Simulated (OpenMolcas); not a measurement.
**Predicting a hybrid from its neighbours: SiN2H6**

SiN2H6 has 9 atoms, charge 0, and is taken as a singlet. As SMILES, `NN[SiH3]`. The shape is that of a PBE0-D4/def2-TZVP optimisation. This is one conformer, not always the lowest.

The electronic atomisation energy y, in eV, basis 6-311+G(d,p); a is the functional's share of exact exchange. Programs: OpenMolcas 26.06.

| functional | program | a | y (eV) |
| --- | --- | --- | --- |
| BLYP | OpenMolcas | 0 | 28.13 |
| r2SCAN | OpenMolcas | 0 | 27.91 |
| B3LYP | OpenMolcas | 0.2 | ? |
| PBE0 | OpenMolcas | 0.25 | 27.88 |
| BHLYP | OpenMolcas | 0.5 | 27.34 |

Problem. Fit y = c + s·a to the known rows and predict B3LYP.

Solution. 
1. Means of the 4 rows: a = 0.1875, y = 27.815.
2. Σ(Δa)² = 0.17188, Σ(Δa·Δy) = -0.22125, so the slope is -0.22125/0.17188 = -1.2872.
3. Intercept: 27.815 − (-1.2872) × 0.1875 = 28.056. The largest residual of the fit is 0.15.
4. B3LYP: 28.056 + (-1.2872) × 0.2 = 27.80 eV.

The run gave 28.22 eV, so the prediction is off by -0.42 eV, more than the largest residual. The rows mix families of semi-local functionals, which the line can't see.

B3LYP gives a larger atomisation energy than any functional in the fit, even BLYP, so exact exchange alone can't order these results. The cleanest comparison is BLYP with BHLYP, which share their semi-local ingredients: the energy falls from 28.13 to 27.34 eV. Semi-local exchange mimics part of the left-right correlation in the bonds, and replacing it with exact exchange removes that contribution without a matching gain from the correlation functional. The molecule therefore loses more binding than the free atoms can offset.

B3LYP doesn't lie on the path between those two. It also scales back the gradient corrections to exchange and correlation, moving partly towards the overbinding local-density limit, which probably outweighs the loss from its exact exchange. Even a line through BLYP and BHLYP alone would thus predict too low a value, although all three functionals are closely related. The failed prediction says nothing about B3LYP's accuracy, which would need a reference atomisation energy to judge.
